**Question: why does the energy of copper jump up and down with the k mesh, and can I estimate the jump in advance?**

I ran fcc copper with LDA on a series of k meshes and compared each energy with that of a 13x13x13 mesh.

Single-point free energies of fcc Cu (one-atom primitive cell, edges 2.556 Å) from Ansatz 0.2.0, relative to the 13x13x13 mesh. All runs use LDA with PAW potentials, no spin polarization, plane-wave cutoffs of 639.47 eV (wave functions) and 2557.9 eV (density), unshifted k meshes and Fermi–Dirac smearing of 0.3 eV.

| k mesh | energy less reference (meV/atom) |
| --- | --- |
| 4x4x4 | 154.60 |
| 5x5x5 | -85.64 |
| 7x7x7 | -18.78 |
| 8x8x8 | 9.03 |
| 11x11x11 | -0.54 |

I had hoped for a smooth approach from one side. Instead the even meshes lie above the reference and the odd ones below it. The 5x5x5 mesh gives the lowest energy of all, so is it in some sense the best? And is there a way to estimate such errors with pencil and paper before I choose a mesh?

**Answer**

The 5x5x5 mesh isn't the best. Its energy is too low by 86 meV per atom relative to your reference, about 8 kJ/mol. The variational principle lets you prefer the lower of two energies when you improve the wave functions, but a k mesh is a way of doing an integral. A coarse sum can miss an integral on either side.

To see which side, picture the mesh in real space. An N×N×N mesh describes a crystal that closes on itself after N cells in each direction. An electron that travels N cells meets its own wave again. In an infinite crystal this meeting doesn't occur, and the energy that it adds or removes is the sampling error.

In a metal this self-meeting matters over long distances because the occupied states end sharply at the Fermi surface. A sharp edge among the wave vectors leaves a ripple in space, with a wavelength set by the Fermi wave vector $k_F$. If the ripple returns with one phase, the energy rises; half a turn later, it falls. Filled bands have no such edge, and their contribution dies out much faster with distance.

This picture contains three effects. The ripple weakens as the closing distance grows, its phase decides the sign, and the smearing of the occupations blurs the edge and damps the ripple further. A rule of thumb needs one factor for each.

**The rule**

Treat copper as one free electron per atom, the outer s electron, and leave out the filled d bands. Let $d$ be the shortest Cu–Cu distance, $E_F$ the free-electron Fermi energy and $w$ the smearing width. For a mesh that contains the zone centre, as yours do, the error per atom is roughly

$$
\Delta(N)\approx \frac{24\,E_F}{\sqrt2\,\pi^2N^3}\;\sin(k_F d\,N)\;\frac{X}{\sinh X},
\qquad X=\frac{\pi w\,k_F d}{2E_F}\,N .
$$

The first factor comes from a standard result: a mesh sum equals the exact integral plus the Fourier components of the integrand at all lattice vectors of the N-fold crystal. The integrand here is the band energy counted from the Fermi level, since to first order only that part changes the total. For a free-electron sphere, the component at distance $R$ is, at large $R$,

$$
\frac{2E_F V}{\pi^2R^3}\,\sin(k_FR),
$$

where $V=d^3/\sqrt2$ is the volume per atom. The 12 shortest vectors have length $R=Nd$, and adding them gives the first two factors of the rule. Averaging the ripple over the smeared Fermi edge gives the third.

For your copper cell the constants are quickly found. One electron per atom in an fcc lattice gives $k_Fd=(3\sqrt2\,\pi^2)^{1/3}=3.47$, or 199 degrees, whatever the lattice constant. With $E_F=7.03$ eV the first factor becomes $12.09\ \text{eV}/N^3$. With your smearing of 0.3 eV, $X$ is $0.233\,N$.

In this model the 199 degrees produce your even–odd pattern. Each step in $N$ turns the phase by slightly more than half a turn, so the sign usually flips. The extra 19 degrees add up, however, and the pattern must slip in the end. At $N=9$ the phase is 1791 degrees, just short of five full turns, and the rule puts the error near zero; your table has no such mesh to test this.

**Two meshes worked by hand**

Take 4x4x4 first. The size factor is $12.09/64=0.189$ eV, or 189 meV. The phase is $4\times199=796$ degrees, which is 76 degrees after two full turns, and its sine is 0.97. With $X=0.93$ the damping factor is 0.87, so

$$
\Delta(4)\approx189\times0.97\times0.87\approx159\ \text{meV}.
$$

Your values are counted from 13x13x13, which has an error of its own. The same formula puts it at about 1.5 meV. Subtracting it leaves 158 meV, against 155 meV in the table.

Now take 7x7x7, where the sign should be negative. The size factor is $12.09/343$ eV, or 35 meV. The phase is 1393 degrees, or 313 degrees after three full turns, with a sine of −0.73. The damping factor at $X=1.63$ is 0.66, so

$$
\Delta(7)\approx35\times(-0.73)\times0.66\approx-17\ \text{meV}.
$$

Less the error of the reference, this is about −19 meV, as in the table. No constant was adjusted to either mesh, or to any other row.

**How far to trust it**

The other rows show a more ordinary accuracy. The rule gives −79 meV for 5x5x5, where the calculation has −86 meV. For 8x8x8 it gives 5 meV instead of 9 meV, so the sign is right but the size is little more than half. Over all five meshes the typical (root-mean-square) miss is about 4 meV per atom.

At 11x11x11 the rule fails to give the sign. It predicts a difference of +0.2 meV, and the table has −0.5 meV. Both are smaller than the estimated error of the reference itself. This row shows that two dense meshes agree closely, but it can't tell you which of them is nearer to the exact integral.

The close match at 4x4x4 should not persuade you that copper is a free-electron metal. The rule keeps only the 12 shortest vectors, and on any mesh the next ones are only $\sqrt2$ times as long. Adding six more shells of vectors lowers the estimate for 4x4x4 to 121 meV, which is further from the calculation. A more complete version of the same model therefore does worse.

The speed of the electrons leads to the same conclusion. At the Fermi surface of real copper they move at roughly 0.7 of the free-electron speed, a recalled figure. Putting this speed into the rule lowers the 4x4x4 estimate to 97 meV and makes the estimates too small on every mesh up to 8x8x8. The simple rule thus owes its accuracy to errors that offset each other. The true shape of the Fermi surface, which is not a sphere, probably supplies part of the compensation, but these runs don't test that.

**What it means for choosing a mesh**

In the rule, most of the improvement comes from distance. From 4x4x4 to 11x11x11 the factor $1/N^3$ shrinks the estimate about 21 times, while the damping by the smearing takes off only another factor of about 2. In real copper the smearing should count for more, because slower electrons are damped more strongly. A narrower smearing should weaken this damping and make the dense meshes converge more slowly. That follows from the theory; all your runs share one width, so the table can't confirm it.

Check also which energy you intend to use. The table lists free energies, and the rule estimates those. The same runs also give energies extrapolated to zero smearing, and these differ more from the reference on every mesh: by 19 meV instead of 9 meV for 8x8x8, for example. The extrapolation adds half of the entropy term, which has a sampling error of its own.

Finally, a small error on one mesh may only mean that the sine happens to be small there. For choosing a mesh it is safer to leave the sine out, multiply the other two factors and double the result. The doubling is a margin chosen after seeing these data: without it, the estimate for 5x5x5 would be $96.73\times0.8055\approx78$ meV, less than the error you found.

With the doubling, the margin covers all five of your meshes, for the free energies and the extrapolated ones alike. It comes to about 28 meV for 8x8x8 and 7 meV for 11x11x11. If you need 10 meV per atom for copper at this smearing, choose 11x11x11, even though the free energy of your 8x8x8 run happened to fall within that limit.
